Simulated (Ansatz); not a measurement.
Co$_{3}$Si: do energies and stresses tell the same story?

The calculation used Ansatz 0.2.0, DFT PBEsol, scalar-relativistic, plane waves, PAW.

Cutoff 420 eV; k points 12×12×10 on the computed 8-atom cell (Γ-centred); Gaussian smearing, width 0.10 eV; no spin polarisation.

Relaxed cell: P6_3/mmc, a = 4.889 Å, b = 4.889 Å, c = 3.904 Å, α = 90.00°, β = 90.00°, γ = 120.00°, 8 atoms in the primitive cell. Whether it is the stable form of this composition wasn't checked.

Energies at zero smearing and pressures from the stress tensor, at volumes with shape and atoms relaxed:
```csv
V (Å³/atom),E − E(first) (meV/atom),P (GPa)
8.890,0.00,46.73
9.193,-73.93,31.96
9.496,-122.15,19.48
9.799,-148.64,8.92
10.102,-156.74,0.00
10.405,-149.30,-7.55
10.708,-128.71,-13.93
11.113,-84.30,-20.91
```

Problem. Check P = −dE/dV between neighbouring volumes, and get the bulk modulus from the pressures alone.

Solution. With 1 eV/Å³ = 160.2 GPa:
```json
{"middle V (Å³/atom)": "9.042", "−ΔE/ΔV (GPa)": "39.084", "mean P (GPa)": "39.342"}
{"middle V (Å³/atom)": "9.345", "−ΔE/ΔV (GPa)": "25.490", "mean P (GPa)": "25.716"}
{"middle V (Å³/atom)": "9.648", "−ΔE/ΔV (GPa)": "14.002", "mean P (GPa)": "14.200"}
{"middle V (Å³/atom)": "9.951", "−ΔE/ΔV (GPa)": "4.284", "mean P (GPa)": "4.461"}
{"middle V (Å³/atom)": "10.254", "−ΔE/ΔV (GPa)": "-3.935", "mean P (GPa)": "-3.776"}
{"middle V (Å³/atom)": "10.557", "−ΔE/ΔV (GPa)": "-10.884", "mean P (GPa)": "-10.739"}
{"middle V (Å³/atom)": "10.911", "−ΔE/ΔV (GPa)": "-17.609", "mean P (GPa)": "-17.420"}
```

The two differ by 0.26 GPa at most. The mean of two end pressures misses the average over a step by about ΔV² P″/12, up to 0.20 GPa here; with that taken off 0.06 GPa remains. The stress is the derivative of the free energy, not of the energy at zero smearing, and with free energies 0.01 GPa remains. Around V = 10.102 Å³/atom, the two neighbours give B = −V ΔP/ΔV = 10.102 × 16.47 / 0.606 = 274.6 GPa, against B0 = 273.3 GPa from the Birch–Murnaghan fit of the energies.

Spin polarisation was left out, and a magnetic state may lie lower.

A ferromagnetic start lost its moments in a first run, so spin was left out; other magnetic orders weren't tried.

Energies and stresses describe the same equation of state. The mean pressure exceeds the energy slope in every interval, as it must when the pressure curve is convex: the crystal stiffens under compression as Pauli repulsion grows and resists more strongly than cohesion does on expansion. The small remainder has the same sign, which means that the smearing entropy rises with volume. This probably reflects cobalt d bands that narrow as the atoms move apart, raising the density of states at the Fermi level.

The agreement suggests that Pulay stress is minor at this cutoff, but it can't validate the functional or the k-point mesh, since energy and stress share both. The bulk modulus of about 273.3 GPa therefore belongs to the nonmagnetic state. Moments, if present, would probably enlarge and soften the lattice by moving electrons into more antibonding d states, and band narrowing would favour them most at the expanded volumes, so internal consistency here is no guarantee of agreement with experiment.
